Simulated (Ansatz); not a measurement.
Ligand exchange: B(CH3)2(NH2) + Cd(CH3)(SH) → B(CH3)2(SH) + Cd(CH3)(NH2)

Species: B(CH3)2(NH2), singlet; Cd(CH3)(SH), singlet; B(CH3)2(SH), singlet; Cd(CH3)(NH2), singlet. The partners trade NH2 for SH: B–NH2 and Cd–SH bonds give way to B–SH and Cd–NH2.

Shapes, held fixed at every level: PBE0-D4/def2-TZVP. Programs: Ansatz 0.2.0. Electronic energies: no zero-point or thermal term.

Task: Estimate ΔE of this reaction.

Result: The highest level, CCSD(T)/def2-TZVPP, gives ΔE = +140.8 kJ/mol; the levels span +140.8 to +153.8. The column of differences is taken from that level and isn't an error. No measured value is set beside it here. For atoms past krypton def2 sets carry core potentials with scalar relativity. Correlated rows may include outer-core shells of Cd, which these sets cover unevenly. Times are processor times on shared x86 and Arm servers, and rough.

| level | kind | ΔE (kJ/mol) | less CCSD(T)/def2-TZVPP | CPU time (sum over the molecules) |
| --- | --- | --- | --- | --- |
| B3LYP-D4/def2-TZVPP | global hybrid | +147.0 | +6.2 | 48 s |
| PBE0-D4/def2-TZVPP | global hybrid | +147.1 | +6.3 | 26 s |
| r2SCAN0-D4/def2-TZVPP | global hybrid | +150.7 | +9.9 | 43 s |
| B2PLYP/def2-TZVPP | double hybrid | +145.5 | +4.7 | 54 s |
| MP2/def2-SVP | perturbation theory | +149.0 | +8.2 | – |
| CCSD(T)/def2-SVP | coupled cluster or CI | +150.2 | +9.4 | 49 s |
| CCSD/def2-SVP | coupled cluster or CI | +153.8 | +13.0 | – |
| CCSD(T)/def2-TZVPP | coupled cluster or CI | +140.8 | 0.0 | 14 min |

The exchange is strongly uphill at every level: boron keeps the amide and cadmium the thiolate. The main reason is probably the B–N bond. Trigonal boron has an empty p orbital that accepts the nitrogen lone pair, and the compact 2p–2p overlap gives a short, polar bond with partial double character. Sulfur's more diffuse 3p lone pair donates less effectively, and its σ bond to boron is less polar. Cadmium, with a filled 4d shell and little π-acceptor ability, offers the amide no comparable compensation, while its soft, polarisable character favours sulfur. The preference thus follows the familiar hard–soft pattern, though the total energy doesn't separate these contributions.

The choice of method changes the size of the preference, not its direction. With coupled cluster, going from def2-SVP to def2-TZVPP lowers ΔE from +150.2 to +140.8 kJ/mol, a larger shift than the triples bring in the small basis. The result concerns isolated monomers; bridging by amide or thiolate in condensed cadmium compounds could alter the balance.
